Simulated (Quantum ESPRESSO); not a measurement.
# Work function, top-layer force and surface energy of Ag(100) films of 3 to 8 layers with PBE and two pseudopotential sets

A silver contact only a few atomic layers thick can present a different injection barrier from a thick one, because the barrier depends on the work function and the work function can change with each added layer. This memo follows Ag(100) films from 3 to 8 layers and considers how the work function, the force on the top layer and the surface energy respond. The work function is the vacuum level outside the film less its Fermi level. The force is taken with all atoms at bulk places, positive outwards, and shows which way the top layer would first move. The excess energy is measured against bulk silver, as given by the slope of energy with thickness, and covers both faces of a 1×1 cell. All runs use PBE, with two pseudopotential sets.

## Set-up

Quantum ESPRESSO 7.5 (pw.x), driven by a script. Symmetric 1×1 slabs of Ag(100) (fcc) at the tabulated measured lattice constant, atoms at bulk places, 7.5 Å of empty space on each side as the script builds them, with open boundaries by the effective screening medium. Mesh 10×10×1 for all thicknesses, Marzari-Vanderbilt smearing of 0.02 Ry, spin-paired, no spin-orbit coupling. PBE, GBRV ultrasoft: cutoffs 40 and 200 Ry; PBE, SSSP efficiency: cutoffs 45 and 360 Ry. The excess energy is the slab's energy less the number of layers times the slope of a straight line through the thicker slabs; it is twice the surface energy per cell.

Notes on method and selection:

- Confinement between the two faces quantises the states along the normal, so values can oscillate with thickness.
- The measured lattice constant is no functional's own, which adds to the force.
- Measured work functions of the rebuilt (100) and (110) faces of Au, Pt and Ir, of Ta(111), and of polycrystals are not set beside the runs.
- Runs in which the search for lower states was switched off are not listed.
- Runs that did not converge, have known faults or may not be shown are not listed, and runs on Ansatz's PAW sets soft_1 and soft_2 are kept to separate tables.

Columns:

- layers: number of atomic layers.
- Φ (eV): work function: vacuum level outside the slab less the Fermi level.
- force (eV/Å): force on the top atom along the outward normal; negative pulls it inwards.
- excess energy (meV): excess energy of the slab, both faces, per 1×1 cell.

## Table of results

| member | layers | Φ (eV), PBE, GBRV ultrasoft | Φ (eV), PBE, SSSP efficiency | force (eV/Å), PBE, GBRV ultrasoft | force (eV/Å), PBE, SSSP efficiency | excess energy (meV), PBE, GBRV ultrasoft | excess energy (meV), PBE, SSSP efficiency |
| --- | --- | --- | --- | --- | --- | --- | --- |
| 3 layers | 3 | 4.365 | 4.337 | 0.0985 | 0.0914 | 824 | 842 |
| 4 layers | 4 | ? | 4.160 | ? | 0.0925 | ? | 811 |
| 5 layers | 5 | 4.145 | 4.114 | 0.0923 | 0.0852 | 796 | 813 |
| 6 layers | 6 | 4.262 | 4.232 | 0.0910 | 0.0900 | 822 | 837 |
| 7 layers | 7 | 4.362 | 4.333 | 0.1124 | 0.1019 | 779 | 796 |
| 8 layers | 8 | 4.269 | 4.239 | 0.1187 | 0.1085 | 803 | 819 |

Cells marked ? are withheld until the estimate has been made.

## Why the values move as they do

The work function does not settle steadily as layers are added. With the GBRV set it is 4.145 eV at 5 layers and 4.362 eV at 7, a rise of 0.217 eV, and it falls again at 8. The SSSP set gives the same pattern, with a rise of 4.333 − 4.114 = 0.219 eV.

Confinement offers a mechanism. The electron states along the normal form discrete subbands, and each added layer shifts them relative to the Fermi level, changing their filling and the charge that spills out at the faces. For free electrons with one electron per atom, k_F·a = (12π²)^(1/3) ≈ 4.9, where a is the cubic lattice constant. One layer, a/2 thick, then advances the standing wave by 4.9 / (2π) = 0.78 of a half-wave. Sampled at whole layers, the pattern repeats after about 1 / (1 − 0.78) = 4.5 layers. The high values at 3 and 7 layers are compatible with this, though two of them do not fix a period. The 10×10 in-plane mesh samples the subbands coarsely and may enlarge the swings; both sets share it, so their agreement is no test of it.

The force is outward in every row shown and largest at 8 layers in both sets. The likely main cause is the lattice constant: PBE prefers a larger one for silver than the measured one used here, so the film is compressed and its top layer pushes out. At PBE's own lattice constant, a small inward relaxation is the usual result for this face.

The excess energy varies without a steady trend. Its GBRV range is 824 − 779 = 45 meV per cell, or about 23 meV per face. Part of this may come from the fitted bulk slope: an error of 1 meV per layer would shift the 8-layer value against the 3-layer value by 5 meV.

## Estimating the withheld member

Plain estimates from the members shown:

- 4 layers (PBE, GBRV ultrasoft), straight-line interpolation between 3 layers and 5 layers: w = (4 − 3) / (5 − 3) = 0.500, so 4.365 + 0.500 × (4.145 − 4.365) = 4.255 eV
- 4 layers (PBE, GBRV ultrasoft), from its own PBE, SSSP efficiency value plus the mean shift PBE, GBRV ultrasoft − PBE, SSSP efficiency over the other 5 members (+0.030, standard deviation 0.0010): 4.160 + 0.030 = 4.190 eV

The value to be estimated is the GBRV work function at 4 layers. Interpolation between 3 and 5 layers assumes a smooth course, which the films do not follow. In the SSSP column the same procedure gives (4.337 + 4.114) / 2 = 4.226 eV, against a calculated 4.160 eV, so it misses by 0.066 eV.

The shift from the SSSP value is the better route. Both sets describe the same film with the same functional, lattice constant and in-plane mesh, so the effects of confinement and coarse sampling should largely cancel in their difference. That difference, GBRV less SSSP, is 0.028, 0.031, 0.030, 0.029 and 0.030 eV at 3, 5, 6, 7 and 8 layers. It hardly changes while the work function itself swings by more than 0.2 eV.

As a trial, the 5-layer film can be predicted from the other four differences, whose mean is 0.029 eV. This gives 4.114 + 0.029 = 4.143 eV, against 4.145 eV in the table.

For 4 layers the mean of all five differences gives 4.160 + 0.030 = 4.190 eV. Nothing in the structure or the other columns calls for a further correction. The differences have a sample standard deviation (n − 1 in the divisor) of 0.0011 eV; with the uncertainty of their mean included, the error is 0.0011 × √(1 + 1/5) = 0.0012 eV, rounded to 0.001 eV.

**Committed estimate, 4 layers (PBE, GBRV ultrasoft): Φ = 4.190 ± 0.001 eV.**

## How the estimate fared

| member | level | layers | Φ (eV) | force (eV/Å) | excess energy (meV) |
| --- | --- | --- | --- | --- | --- |
| 4 layers | PBE, GBRV ultrasoft | 4 | 4.192 | 0.0993 | 795 |

| member | estimate | Φ (eV) | computed | estimate − computed | miss in error bars |
| --- | --- | --- | --- | --- | --- |
| 4 layers (PBE, GBRV ultrasoft) | committed | 4.190 | 4.192 | −0.002 | 2.0 |
| 4 layers (PBE, GBRV ultrasoft) | interpolation | 4.255 | 4.192 | +0.063 |  |
| 4 layers (PBE, GBRV ultrasoft) | shift from PBE, SSSP efficiency | 4.190 | 4.192 | −0.002 |  |

The estimate of 4.190 eV lies 0.002 eV below the computed 4.192 eV, outside its error bar by a factor of two. It equals the plain shift estimate, since we added no correction, and is much closer than interpolation, which came out 0.063 eV too high.

The argument that the two pseudopotential sets share the thickness dependence was sound. What failed was the error bar. Five differences, each taken between values printed to 0.001 eV, could not support so narrow a range, and we had also rounded 0.0012 down to 0.001. At 4 layers the difference between the sets is 4.192 − 4.160 = 0.032 eV, slightly above the 0.028 to 0.031 eV of the other films. A departure of this size needs no physical cause.

The result says little new about confinement. The SSSP column already had the low value at 4 layers, and the GBRV run repeats it. This shows that the swing does not come from the choice of pseudopotential, but not how much of it is due to subband filling.

## Departures from the trend

No film stands out in the work function. The GBRV mean is (4.365 + 4.192 + 4.145 + 4.262 + 4.362 + 4.269) / 6 = 4.266 eV. The 5-layer film is farthest from it, at 4.145 − 4.266 = −0.121 eV, but the standard deviation of the six values is 0.088 eV and the neighbouring 4-layer film is low as well.

The force at 6 layers is odd in another way. There the GBRV value exceeds the SSSP value by only 0.0910 − 0.0900 = 0.0010 eV/Å, whereas in the other five films the excess is 0.0068 to 0.0105 eV/Å. The work function and excess energy show no matching jump between the sets at this thickness, which speaks against a different electronic state. A numerical cause is more likely, such as a density not fully converged in one of the two runs: an error in the density enters the force in first order but the total energy only in second order. The work function also responds to the density in first order, however, so its steady difference between the sets limits how large such an error can be. Both the cause and which of the two forces is off remain open.

## Measured values

| member | quantity | measured | computed, PBE, GBRV ultrasoft | computed − measured | conditions | source |
| --- | --- | --- | --- | --- | --- | --- |
| 8 layers | Φ (eV) | 4.36 | 4.269 | −0.091 | compiled values differ between sources by a tenth of an eV or more; compiled experimental value; Ag(100) single-crystal face | [1] |

Sources:

[1] "Anisotropic work function of elemental crystals" (2019, arXiv:1902.07811)

Only the 8-layer film has a measured value beside it, and that value belongs to the face of a single crystal, not to a thin film. The GBRV result is 0.091 eV lower and the SSSP result 4.239 − 4.36 = −0.121 eV. Compiled values differ between sources by a tenth of an eV or more, so the sign of the error is not settled.

The film chosen for the comparison matters as much. With GBRV, the 7-layer film would differ from the same measured value by only 4.362 − 4.36 = +0.002 eV, and the 5-layer film by 4.145 − 4.36 = −0.215 eV. The close match at 7 layers is therefore no sign of accuracy.

PBE commonly gives work functions of noble metals too low, by roughly 0.1 to 0.2 eV, which would suit the negative difference. Steps on a real face usually lower its measured work function, so a perfect face could lie higher and widen the gap. The variation with thickness, the force and the surface energy are not compared with experiment here.

## Rules of thumb and their limits

Between 3 and 8 layers the work function varies by 0.22 eV without settling, so a barrier estimate should use the actual thickness, after a check with a denser in-plane mesh that the swing persists. If a film has been run with one pseudopotential set, the other set's work function follows to about 0.002 eV from the mean shift of 0.030 eV, GBRV being the higher. Interpolation between neighbouring thicknesses is far less reliable: for the GBRV films of 4, 5, 6 and 7 layers it misses by roughly 0.06, 0.08, 0.01 and 0.10 eV.

For the surface energy, we take a rough cell area of 8.4 Å² and 1 eV/Å² ≈ 16 J/m². The 8-layer GBRV film has an excess energy of 803 / 1000 = 0.803 eV for both faces, which gives 0.803 / 2 × 16 / 8.4 = 0.76, or about 0.8 J/m². Dispersion, which is left out, would raise this by roughly a few tenths of a J/m², more than the spread between thicknesses of 0.045 / 2 × 16 / 8.4 = 0.04 J/m².
